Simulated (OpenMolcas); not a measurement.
## Exact exchange and the HOMO–LUMO gap of C2H6AlF

C2H6AlF has 10 atoms, charge 0, and is taken as a singlet. SMILES: `[CH3][Al]([CH3])[F]`. Geometry: relaxed at PBE0-D4/def2-TZVP.

The HOMO–LUMO gap y, in eV, basis def2-SVP; a is the functional's share of exact exchange. Programs: OpenMolcas 26.06.

```
functional     program     a  y (eV)
       PBE  OpenMolcas     0    5.58
      TPSS  OpenMolcas     0    5.85
     B3LYP  OpenMolcas   0.2    7.22
      PBE0  OpenMolcas  0.25       ?
     BHLYP  OpenMolcas   0.5    9.69
```

Question: Fit y = c + s·a to the known rows and predict PBE0.

Answer: 
1. Means of the 4 rows: a = 0.1750, y = 7.085.
2. Σ(Δa)² = 0.1675, Σ(Δa·Δy) = 1.3295, so the slope is 1.3295/0.1675 = 7.9373.
3. Intercept: 7.085 − (7.9373) × 0.1750 = 5.696. The largest residual of the fit is 0.15.
4. PBE0: 5.696 + (7.9373) × 0.25 = 7.68 eV.

The run gave 7.72 eV, so the prediction is off by -0.04 eV, within the largest residual. Exact exchange lowers occupied levels and raises empty ones. The rows mix families of semi-local functionals, which the line can't see.

The gap widens with every increase in exact exchange, from 5.58 eV with PBE to 9.69 eV with BHLYP. The near-linear rise suggests that the frontier orbitals keep much the same shape, so that the admixture mainly shifts their energies in proportion to a. Nonlocal exchange acts differently on the two levels: an electron in the HOMO is freed from part of its spurious self-repulsion, while an empty orbital gains little exchange stabilisation and feels the repulsion of all the electrons. In this molecule the HOMO is probably of Al–C σ character, and the LUMO probably has a large contribution from the vacant 3p orbital on aluminium, the site of its Lewis acidity. The slope therefore measures how the orbital energies respond to the functional, and doesn't reflect a change in bonding. The PBE0 result supports interpolation within this range of a, but it doesn't identify which gap lies closest to the difference between ionisation energy and electron affinity, nor does any of them represent an optical excitation energy.
